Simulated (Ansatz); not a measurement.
**How methods differ on SiH3F (SiFH3)**

SiH3F has 5 atoms, charge 0, and is taken as a singlet. SMILES: `[H][Si]([H])([H])F`. The shape is that of a GFN2-xTB optimisation.

```xyz
5

Si   -0.0007    0.0012   -0.0936
F     0.0109   -0.0191    1.5120
H     1.4003    0.0110   -0.4822
H    -0.7093    1.2189   -0.4534
H    -0.7012   -1.2120   -0.4828
```

Each level gives the energy change with the Si1–H5 bond stretched from 1.454 to 2.181 Å (eV). The values are calculated.

```json
{"level": "SVWN5/STO-3G (restricted)", "kind": "LDA", "program": "Ansatz", "value (eV)": "2.61", "CPU time (all runs)": "1.2 s"}
{"level": "revPBE/STO-3G (restricted)", "kind": "GGA", "program": "Ansatz", "value (eV)": "2.47", "CPU time (all runs)": "1.8 s"}
{"level": "CAM-B3LYP/STO-3G (restricted)", "kind": "range-separated hybrid", "program": "Ansatz", "value (eV)": "?", "CPU time (all runs)": "2.1 s"}
{"level": "HSE06/STO-3G (restricted)", "kind": "range-separated hybrid", "program": "Ansatz", "value (eV)": "?", "CPU time (all runs)": "2.3 s"}
{"level": "wB97M-V/STO-3G (restricted)", "kind": "range-separated hybrid", "program": "Ansatz", "value (eV)": "3.04", "CPU time (all runs)": "29 s"}
{"level": "MP2/STO-3G (restricted)", "kind": "perturbation theory", "program": "Ansatz", "value (eV)": "3.22", "CPU time (all runs)": "0.19 s"}
{"level": "BCCD(T)/STO-3G (restricted)", "kind": "coupled cluster or CI", "program": "Ansatz", "value (eV)": "2.72", "CPU time (all runs)": "0.3 s"}
{"level": "CCSDT(Q)/STO-3G (restricted)", "kind": "coupled cluster or CI", "program": "Ansatz", "value (eV)": "2.70", "CPU time (all runs)": "0.43 s"}
{"level": "FCI/STO-3G", "kind": "exact in the basis", "program": "Ansatz", "value (eV)": "2.70", "CPU time (all runs)": "1.1 s"}
```

Problem. Estimate what the levels marked ? give.

Solution. As computed at these levels: CAM-B3LYP/STO-3G (restricted): 3.03 eV; HSE06/STO-3G (restricted): 2.92 eV. The first shape isn't each level's own minimum. The values span 2.47 to 3.22 eV. All rows use very small basis sets, so even the best lies far from the true value. CPU times are rough (shared hosts, several kinds of processor): they show what a rung costs within a factor of a few.

Stretching the Si–H bond narrows the gap between its σ and σ* orbitals, so the doubly excited σ*² configuration gains weight and a single closed-shell determinant, which retains too much ionic character, describes the bond less well. MP2 corrects this only to second order and gives 3.22 eV, well above the FCI value of 2.70 eV. BCCD(T) comes close at 2.72 eV and CCSDT(Q) matches FCI to the digits shown, so the bond is not yet so far broken that a single-reference expansion fails.

The density functionals fall on both sides of FCI: SVWN5 and revPBE below it, the three range-separated hybrids above. This split probably reflects exact exchange, which removes part of the left-right correlation that semilocal exchange mimics. FCI is exact only within its orbital space, whereas functionals carry a correlation model not confined to that space, so the closeness of SVWN5 to FCI does not establish it as the better functional for Si–H stretching. Nor is the energy at this partial stretch a bond dissociation energy.
